Margin comments on the fluctuation-induced cubic term: superconductors of type I and cubic magnets or crystals

[1] Premises. The system is three-dimensional, isotropic unless stated, and in equilibrium at temperature T; k_B T is written kT. Electromagnetic formulas are in SI form. The Ginzburg-Landau (GL) free-energy density for a pair field ψ of charge e* = 2e and mass m* is
 f = a|ψ|² + (b/2)|ψ|⁴ + (ħ²/2m*)|(∇ − i e* A/ħ)ψ|² + (∇×A)²/(2μ0),
with a = a′t, t = (T − T0)/T0, and a′, b > 0 constant. Configurations of ψ and A carry the weight exp(−∫f d³x/kT). Four assumptions enter. (i) The static, classical weight suffices. (ii) The current responds locally to A. (iii) |ψ| may be held uniform while A is integrated out. (iv) Fluctuations of |ψ| are then neglected. Each is given a size in [10] to [12].

[2] Removing the unobservable constants. Put |ψ|² = (a′/b)φ² with φ ≥ 0 dimensionless, and define
 ε = a′²/b, ξ1² = ħ²/(2m*a′), 1/λ1² = μ0 e*² a′/(m* b), κ = λ1/ξ1.
For real φ,
 f = ε[tφ² + φ⁴/2 + ξ1²(∇φ)²] + [(∇×A)² + Q²A²]/(2μ0), Q = φ/λ1 = 1/λ_L.
Q is the inverse London depth belonging to the given φ. Without fluctuations φ² = −t and f = −εt²/2 below T0. Equating this to −B_c²/(2μ0) gives B_c = B1|t| with ε = B1²/μ0, and C = −T ∂²f/∂T² gives the jump ΔC = ε/T0. The lengths are λ1/√|t| and ξ1/√|t|. Multiplying the definitions, B1²λ1²ξ1² = ħ²/(2e*²), or
 B1 λ1 ξ1 = Φ0/(2√2 π), Φ0 = h/2e.
So T0, B1 and κ fix the model.

[3] One Gaussian mode per wave vector. Take a real field s(x) with energy density (c/2)[(∇s)² + Q²s²]. Since s(−k) = s(k)*, half of k-space carries two real amplitudes per point, which is one real Gaussian variable per k. Each integral gives a factor ∝ [c(k² + Q²)/kT]^(−1/2), hence
 f1(Q) = (kT/2) ∫ d³k/(2π)³ ln(k² + Q²) + terms free of Q.
The stiffness c drops out, because ln c does not depend on Q. Differentiate with respect to Q² and cut off at |k| = Λ:
 ∂f1/∂(Q²) = (kT/4π²) ∫₀^Λ k² dk/(k² + Q²) = (kT/4π²)[Λ − Q arctan(Λ/Q)].
With arctan(Λ/Q) = π/2 − Q/Λ + …, the bracket is Λ − πQ/2 + Q²/Λ − …. Integrating over Q², and using ∫Q d(Q²) = 2Q³/3,
 f1(Q) − f1(0) = (kT/4π²)[ΛQ² − πQ³/3 + Q⁴/(2Λ) − …].
The middle term is −kT Q³/(12π).

[4] Why that term is universal and negative. Differentiate once more:
 ∂²f1/∂(Q²)² = −(kT/2) ∫ d³k/(2π)³ (k² + Q²)⁻² = −kT/(16πQ).
This integral converges at large k and is dominated by k ~ Q. A lattice or a smooth cutoff therefore changes only terms analytic in Q², and two integrations return −kT(Q²)^(3/2)/(12π). The sign is the concavity of the logarithm. When Q² ∝ φ², the terms ΛQ² and Q⁴/Λ renormalise the quadratic and quartic Landau coefficients, while Q³ ∝ |φ|³ is new. It respects φ → −φ and gauge symmetry. Landau's rule against cubic terms assumes analyticity in φ, and analyticity fails here because the eliminated modes are gapless at φ = 0. In dimension d the non-analytic term is −kT Γ(−d/2)Q^d/[2(4π)^(d/2)]. With Γ(−3/2) = 4√π/3 it reproduces the result above. At d = 4 the pole of Γ leaves Q⁴ ln Q, the form found by Coleman and Weinberg (1973).

[5] Two polarisations, not three. In Fourier space the energy of A is (1/2μ0) A_i*[(k² + Q²)δ_ij − k_i k_j]A_j. The matrix has the eigenvalue k² + Q² twice (A ⊥ k) and Q² once (A ∥ k), so its determinant is Q²(k² + Q²)². The longitudinal part appears only in the gauge-invariant combination A_L − (ħ/e*)∇θ, where θ is the phase of ψ, and it does not mix with the transverse part while |ψ| is uniform. In the gauge ∇·A = 0 it is the phase mode, with kernel ∝ φ²k². Its contribution (kT/2)Σ_k ln φ² = N kT ln φ, for N modes, is cancelled by the measure Π|ψ| d|ψ| dθ, which supplies −N kT ln φ. What is left, ln k², is free of φ. No scale k ~ Q occurs in this mode, so it gives no Q³. The two transverse modes give
 f_A = −kT/(6π λ_L³) = −wφ³, w = kT/(6π λ1³).
The same result follows from ∂f_A/∂(Q²) = ⟨A²⟩/(2μ0) with ⟨A²⟩ = μ0kT[Λ/π² − Q/(2π)]. Screening removes the long-wavelength field fluctuations, which lowers the pair-breaking cost of |ψ|² by an amount linear in |ψ|. This is the mechanism of Halperin, Lubensky and Ma (1974).

[6] The jump, in general form. Let f = (r/2)φ² − wφ³ + (u/4)φ⁴ with w, u > 0 and φ ≥ 0. Write f = φ²[r/2 − wφ + uφ²/4]. A second minimum degenerate with φ = 0 needs f = 0 and f′ = 0 together, so the bracket must have a double root. Its discriminant w² − ru/2 vanishes at
 r_c = 2w²/u, φ_c = 2w/u, where f = (u/4)φ²(φ − φ_c)².
The curvature f″ equals r_c at both minima, and the barrier at φ_c/2 has height w⁴/(4u³). Since f′ = φ(r − 3wφ + uφ²), the ordered minimum exists up to r_sh = 9w²/(4u) = (9/8)r_c, where φ = 3w/(2u). The disordered minimum survives down to r = 0. Because r_c > 0, the jump pre-empts the continuous transition at r = 0.

[7] The jump, for the superconductor. By [2], r = 2εt and u = 2ε. One number controls everything:
 g = w/ε = kT/(6π λ1³ ε).
Then φ_c = g, t_c = g²/2 and t_sh = 9g²/16. The latent heat per volume is T times the difference of ∂f/∂T at fixed φ between the minima, L = εφ_c² = εg², so L/ΔC = g²T0. The factor T inside w adds −εg⁴ to L, smaller by g², and T may be set to T0 in w for the same reason. At the jump
 λ_c = λ1/g, ξ_c = ξ1/√t_c = √2 ξ1/g, λ_c/ξ_c = κ/√2,
and ξ_c holds on both sides because the curvatures are equal. Eliminating λ1 by λ1² = κΦ0/(2√2π B1),
 t_c = (2√2π/9) μ0²(kT0)²/(κ³ Φ0³ B1).

[8] Relation to the Ginzburg number. Conventions differ by factors of order one, so one is fixed here. Above T0 the two real components of ψ have Q² = t/ξ1², and [3] gives f = −kT t^(3/2)/(6πξ1³) and a fluctuation heat capacity k_B/(8πξ1³√t). It equals ΔC at t_G = [kT0/(8πεξ1³)]². Comparing with g gives g = (4/3)√t_G κ⁻³, so
 t_c = (8/9) t_G κ⁻⁶, t_sh = t_G κ⁻⁶.
For κ ≪ 1 the jump lies far outside the critical region of ψ, which is why a mean-field treatment of ψ can describe it.

[9] The shift of T0 that is usually passed over. The term ΛQ² of [3], for two modes, adds kTΛφ²/(2π²λ1²), which raises t by (3/π) g λ1Λ. It is linear in g, whereas t_c is quadratic, so it is the larger. It depends on the cutoff, here of the order of the inverse Pippard length ξ0, beyond which the current kernel falls off slowly. It is absorbed into T0. The theory thus predicts no net rise of the transition temperature. It predicts the distance between the jump and the renormalised T0, which is the supercooling limit and the point to which the GL lengths extrapolate. The term Q⁴/Λ changes u by the fraction (3/π) g/(λ1Λ) = (3/π)/(λ_cΛ).

[10] Assumptions (iii) and (iv). The photon loop works at k ~ 1/λ_c and ψ varies over ξ_c, so uniform |ψ| needs κ ≪ 1. Two corrections can be sized.
(a) The loop of ψ itself. The normal side has two modes with Q = 1/ξ_c. The ordered side has one, the amplitude, since the phase adds nothing by [5]. The difference is +kT/(12πξ_c³), which relative to wφ_c³ = kT/(6πλ_c³) is κ³/(4√2).
(b) Mixed two-loop terms, in which φ fluctuates on the scale λ_c and modulates Q². A real component with gradient energy εξ1²(∇φ)² and gap μ has ⟨δφ²⟩ = (kT/2εξ1²)∫d³k/(2π)³ (k² + μ²)⁻¹, whose cutoff-free part is −kTμ/(8πεξ1²). With μ = 1/λ_c its magnitude relative to φ_c² is 3κ²/4. This sets the expansion parameter. The coefficient of order one and a possible logarithm of κ are not computed here.
So the leading correction is of order κ², from (b). The form φ³ also fails for φ ≲ κg/√2, where φ/λ1 drops below 1/ξ_c and the separation of scales is lost.
A further test is the interface. With f = (ε/2)φ²(g − φ)² at t_c, the first integral εξ1²φ′² = f gives the tension σ = ∫₀^g 2√(εξ1² f) dφ = √2 εξ1 g³/6, and
 σξ_c²/kT = √2/(18π κ³).
This is large for small κ and reaches 1 at κ = 0.29, where thermal domains begin to blur the jump and the calculation loses control. Beyond it other methods are needed. The duality argument and lattice simulation of Dasgupta and Halperin (1981) indicate a continuous, inverted XY transition for strongly type-II systems, and later estimates put the tricritical point near κ ≈ 0.8/√2.

[11] Assumption (ii). The local relation between current and A needs kξ0 ≪ 1 at k ~ 1/λ_c. Expanding the kernel as Q²(1 − γk²ξ0²), with γ of order one, multiplies k² by 1 − γQ²ξ0², so the cubic term changes by a fraction of order (ξ0/λ_c)². Clean type-I metals are non-local over most of the temperature range, but λ_c is very long, as [15] shows.

[12] Assumption (i). At Matsubara frequency ω_n = 2πn kT/ħ the transverse kernel in a metal of conductivity σ_n is k² + ω_n²/c² + μ0σ_n|ω_n| plus a term ∝ |ψ|². Only n = 0 is gapless at φ = 0. The others are analytic in φ², and absorbed into T0 and u, provided their gap far exceeds 1/λ_c. The vacuum term ω_n²/c² need not ensure this at a few kelvin. The conduction term does, when ℓ1 = (μ0σ_nω1)^(−1/2) ≪ λ_c.

[13] Cubic anisotropy: the same loop without a gauge field. Take n real components with
 f = (r/2)φ² + (c/2)Σ(∇φ_i)² + (u/4)(φ²)² + (v/4)Σφ_i⁴, φ² = Σφ_i².
At fixed φ², Σφ_i⁴ runs from φ⁴/n on a diagonal to φ⁴ on an axis, so stability needs u + v > 0 and u + v/n > 0. The curvature matrix is rδ_ij + M_ij with M_ij = δ_ij(uφ² + 3vφ_i²) + 2uφ_iφ_j.
For v < 0 order lies along an axis. The quartic coefficient along it is ū = u + v, and the n − 1 transverse curvatures are r + u_Tφ² with u_T = u.
For v > 0 order lies along a diagonal, φ_i = φ/√n. Then ū = u + v/n, and any vector orthogonal to (1, …, 1) is annihilated by φ_iφ_j, so u_T = u + 3v/n = ū + 2v/n.
The transverse modes are as soft as the ordering mode at φ = 0. Near the stability limit, ū ≪ u_T, order stiffens them much more than it stiffens itself. By [3], with Q_T² = (r + u_Tφ²)/c, they add −(n − 1)kT Q_T³/(12π). Dropping r against u_Tφ²,
 f = (r/2)φ² − wφ³ + (ū/4)φ⁴, w = (n − 1) kT (u_T/c)^(3/2)/(12π),
and [6] gives r_c = 2w²/ū, φ_c = 2w/ū. Here r and ū include the analytic cutoff terms, which matters because ū is small. The neglect is consistent, since r_c/(u_Tφ_c²) = ū/(2u_T). This ratio corresponds to (λ_c/ξ_c)² = κ²/2, so ū/u_T plays the part of κ². The next loop is measured by u_T|⟨δφ_T²⟩|/(cQ_T²) with |⟨δφ_T²⟩| = kTQ_T/(4πc), which at the jump is 3ū/[2(n − 1)u_T], the same order. In the isotropic model v = 0, u_T = ū, the transverse curvature vanishes at the minimum, and no such term is under control.

[14] How a model away from the limit gets there. Integrate out a thin shell of wave vectors. The quartic part of (kT/2) tr ln(ck² + M) is −kT tr M²/(4c²k⁴), and direct multiplication gives
 tr M² = [(n + 8)u² + 6uv](φ²)² + [12uv + 9v²]Σφ_i⁴.
After rescaling lengths by e^l, with K > 0 collecting kT/c² and the shell volume,
 du/dl = (4 − d)u − K[(n + 8)u² + 6uv], dv/dl = (4 − d)v − K[12uv + 9v²].
For y = v/u the rescaling term cancels:
 dy/dl = −K u y (4 − n + 3y).
For u > 0, n < 4 and y < y* = (n − 4)/3, y decreases until it meets y = −1, which is ū = 0. Shortly before that point [13] applies to the renormalised couplings, and the transition is first order, the weaker the longer the flow. Between y* and 0 the anisotropy decays at this order. For n = 2, y* = −2/3 has an exact meaning. A rotation by π/4 maps (u, v) to (u + 3v/2, −v), so that line consists of two decoupled Ising models. For n = 3 one loop is not decisive, because higher orders move the marginal n from 4 to about 2.9, so that even weak v < 0 is expected to run away, very slowly.

[15] Illustration: a GL model of bulk indium. The inputs are typical, approximate values: T0 = 3.41 K, B1 = 52 mT (T0 times the slope of the critical field at T0) and κ = 0.06. Two more serve only for the validity tests, the clean-limit relation ξ1 ≈ 0.74 ξ0 and a deliberately low σ_n = 10⁷ S/m. The weak tetragonal anisotropy is ignored. Intermediate values are carried unrounded.
 kT0 = 0.294 meV, Φ0 = 2.068 × 10³ T nm²
 ε = B1²/μ0 = 1.34 × 10⁻⁵ eV/nm³, ΔC = 3.94 × 10⁻⁶ eV/(nm³ K)
 λ1ξ1 = 4.48 × 10³ nm², λ1 = 16.4 nm, ξ1 = 273 nm, ξ0 ≈ 0.37 μm
 w = 3.54 × 10⁻⁹ eV/nm³, g = 2.64 × 10⁻⁴, g² = 7.0 × 10⁻⁸
 t_c = 3.5 × 10⁻⁸, so the jump lies 0.12 μK above T0
 t_sh = 3.9 × 10⁻⁸, so the whole metastable window is 0.13 μK
 L = 9.3 × 10⁻¹³ eV/nm³, L/ΔC = 0.24 μK
 λ_c = 62 μm, ξ_c = 1.5 mm, t_G = 1.8 × 10⁻¹⁵.
The internal tests are passed. One finds λ_c/ξ_c = 0.042, 3κ²/4 = 0.0027, κ³/(4√2) = 3.8 × 10⁻⁵ and σξ_c²/kT = 1.2 × 10². Non-locality gives (ξ0/λ_c)² = 4 × 10⁻⁵. With Λ = 1/ξ0, as an order of magnitude, u changes by 0.006 and the analytic shift of [9] is 1.1 × 10⁻⁵ in t, or 38 μK, far above t_c but hidden in T0. For the quantum test ω1 = 2.8 × 10¹² s⁻¹. The vacuum length c/ω1 = 0.11 mm exceeds λ_c, so free photons would not be classical here, but ℓ1 = 0.17 μm and ℓ1/λ_c = 0.003, and a purer crystal shortens ℓ1 further.
The inputs limit the result more than the theory does. As t_c ∝ κ⁻³ at fixed B1, κ = 0.05 or 0.07 moves the jump to 0.2 or 0.07 μK above T0. The model supports about one figure.

[16] Range of validity. The cubic term and the jump of [7] hold in d = 3 for κ well below 0.3, for λ_c ≫ ξ0 and ℓ1, and for a sample larger than ξ_c whose local T0 is uniform to better than t_cT0. The applied field must also be small. For a long sample parallel to a field B the transition sits at f_min = −B²/(2μ0). Near t_c, f_min ≈ L(t − t_c), so t falls by (B/B1)²/(2g²), which is small against t_c only for B ≪ B1g². A larger field makes the transition first order for the ordinary Meissner reason. The cubic-anisotropy result holds for ū ≪ u_T in the renormalised couplings. In the indium model the conditions read: dimensions of several millimetres, T0 uniform within about 0.1 μK, and B ≪ 3.6 nT. As typical knowledge, zero-field transitions of pure indium crystals are rounded over something like a millikelvin, three to four orders of magnitude more than the model's window of 0.13 μK, so the model understates the real width by that much and a real crystal looks continuous. The jump about 0.1 μK above T0, with L/ΔC of about a quarter of a microkelvin, is the model's value for an ideal, field-free crystal.